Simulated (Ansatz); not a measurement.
Rh₂O: energy above lowest point and pressure against volume per atom

All results are calculated (Ansatz 0.2.0 development build). Equation of state of a cubic crystal from periodic Kohn-Sham density functional theory without spin; pressure corrected for the finite basis.

Cell of the first row (space group Fm-3m, No. 225):
```
cell vectors (Å)
   0.0000     2.6335     2.6335
   2.6335     0.0000     2.6335
   2.6335     2.6335     0.0000
atoms (fractions of the cell vectors)
Rh  0.25000  0.25000  0.25000
Rh  0.75000  0.75000  0.75000
O   0.00000  0.00000  0.00000
```

Settings of every row: formula Rh2O; structure type antifluorite; functional PBE; spin treatment none; k mesh 35x35x35; occupation method fermi-dirac; occupation width 0.061225619 eV; wave cutoff 420 eV; datasets soft-1 PAW; density cutoff ratio 4.

Limits: a cubic model structure, not a phase known at ambient conditions.

| row | volume per atom (Å³) | energy above lowest point (meV/atom) | pressure (GPa) |
| --- | --- | --- | --- |
| 1 | 12.177 | 31.06 | 13.447 |
| 2 | 12.436 | ? | ? |
| 3 | 12.695 | 3.34 | 4.061 |
| 4 | 12.954 | 0 | 0.143 |
| 5 | 13.213 | 2.64 | -3.335 |
| 6 | 13.472 | 10.58 | -6.418 |
| 7 | 13.731 | 23.21 | -9.15 |

Question: what energy above lowest point and pressure should row 2 give?

Worked fit of energy above lowest point. Take u = (V_r/V)^(2/3) − 1 with V_r = 13.084 Å³ an atom, which is twice the finite (Eulerian) strain; such expansions in the strain, on which the Birch-Murnaghan equation of state is built, carry the rest volume and the bulk modulus. The shown rows have u = 0.04906, 0.02033, 0.00668, -0.00652, -0.01929, -0.03167. Least squares give energy above lowest point = 0.626 − 202.98 × u + 16373.4 × u² + 8330 × u³ meV/atom; a parabola predicts inner rows, each left out in turn, worse (root mean square 0.16 against 0.0093 meV/atom). The rows lie off it by 0.00, 0.00, 0.00, 0.00, 0.01, 0.00. Its lowest point lies at u = 0.0062, or V = 12.96 Å³ an atom, and the curvature there gives the bulk modulus at fixed shape and fractions, B = (4/9)(1 + u)² E″(u)/V = 184 GPa. The withheld row has u = 0.03444, so the fit gives 0.626 − 202.98 × (0.03444) + 16373.4 × (0.03444)² + 8330 × (0.03444)³ = 13.40 meV/atom.

The calculation gave 13.41 meV/atom. The fit lies 0.01 meV/atom (0.032 % of the column's range) below it, one unit of the last digit.

Worked fit of pressure. Take u = (V_r/V)^(2/3) − 1 with V_r = 13.084 Å³ an atom, which is twice the finite (Eulerian) strain; such expansions in the strain, on which the Birch-Murnaghan equation of state is built, carry the rest volume and the bulk modulus. The shown rows have u = 0.04906, 0.02033, 0.00668, -0.00652, -0.01929, -0.03167. Least squares give pressure = −1.6554 + 263.246 × u + 866.74 × u² + 858.3 × u³ GPa; a parabola predicts inner rows, each left out in turn, worse (root mean square 0.017 against 0.002 GPa). The rows lie off it by 0.000, -0.001, 0.001, 0.000, -0.001, 0.000. The pressure vanishes at u = 0.0062, or V = 12.96 Å³ an atom, and there the bulk modulus at fixed shape and fractions is B = −V dP/dV = (2/3)(1 + u) dP/du = 184 GPa. The withheld row has u = 0.03444, so the fit gives −1.6554 + 263.246 × (0.03444) + 866.74 × (0.03444)² + 858.3 × (0.03444)³ = 8.474 GPa.

The calculation gave 8.474 GPa. The fit meets it to the printed digit.
